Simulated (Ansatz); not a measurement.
Ta: pressure against volume per atom

Results calculated with Ansatz 0.2.0, not measured. Periodic Kohn-Sham DFT of a crystal at fixed atoms; pressure and stress are positive in compression; the energy is the free energy less that of spherical unpolarised free atoms; site moments are those in the method's own spheres, positive along +z.

Cell of the first row (space group Fm-3m, No. 225):
```
Ta
1.0
      0.0000     2.0669     2.0669
      2.0669     0.0000     2.0669
      2.0669     2.0669     0.0000
Ta
1
Direct
  0.00000 0.00000 0.00000
```

Settings of every row: method all-electron PAW; functional PBEsol; relativity scalar; k mesh 17x17x17; filling fermi-dirac; smearing width 0.05 eV; nucleus gaussian.

Atom start moment: 0 on all atoms.

Limits: no spin-orbit coupling on heavy atoms.

```csv
row,volume per atom (Å³),pressure (GPa)
1,17.661,?
2,18.036,1.891
3,18.412,-2.259
4,18.6,-4.186
5,18.788,-6.021
6,18.976,-7.768
7,19.164,-9.43
8,19.539,-12.516
9,19.915,-15.311
```

Question: what pressure should row 1 give?

Worked fit of pressure. Take u = (V_r/V)^(2/3) − 1 with V_r = 18.882 Å³ an atom, which is twice the finite (Eulerian) strain; such expansions in the strain, on which the Birch-Murnaghan equation of state is built, carry the rest volume and the bulk modulus. The shown rows have u = 0.03103, 0.01695, 0.01008, 0.00333, -0.00331, -0.00983, -0.02254, -0.03489. Least squares give pressure = −6.9053 + 263.404 × u + 644.76 × u² GPa; a straight line predicts inner rows, each left out in turn, worse (root mean square 0.21 against 0.0027 GPa). The rows lie off it by 0.002, -0.004, -0.001, 0.000, 0.002, 0.002, -0.001, 0.000. The pressure vanishes at u = 0.0247, or V = 18.2 Å³ an atom, and there the bulk modulus at fixed shape and fractions is B = −V dP/dV = (2/3)(1 + u) dP/du = 202 GPa. The withheld row has u = 0.04557, so the fit gives −6.9053 + 263.404 × (0.04557) + 644.76 × (0.04557)² = 6.437 GPa.

The calculation gave 6.462 GPa. The fit lies 0.025 GPa (0.11 % of the column's range) below it; its largest miss of a shown row is 0.004 GPa. This row lies beyond the range of the fit.
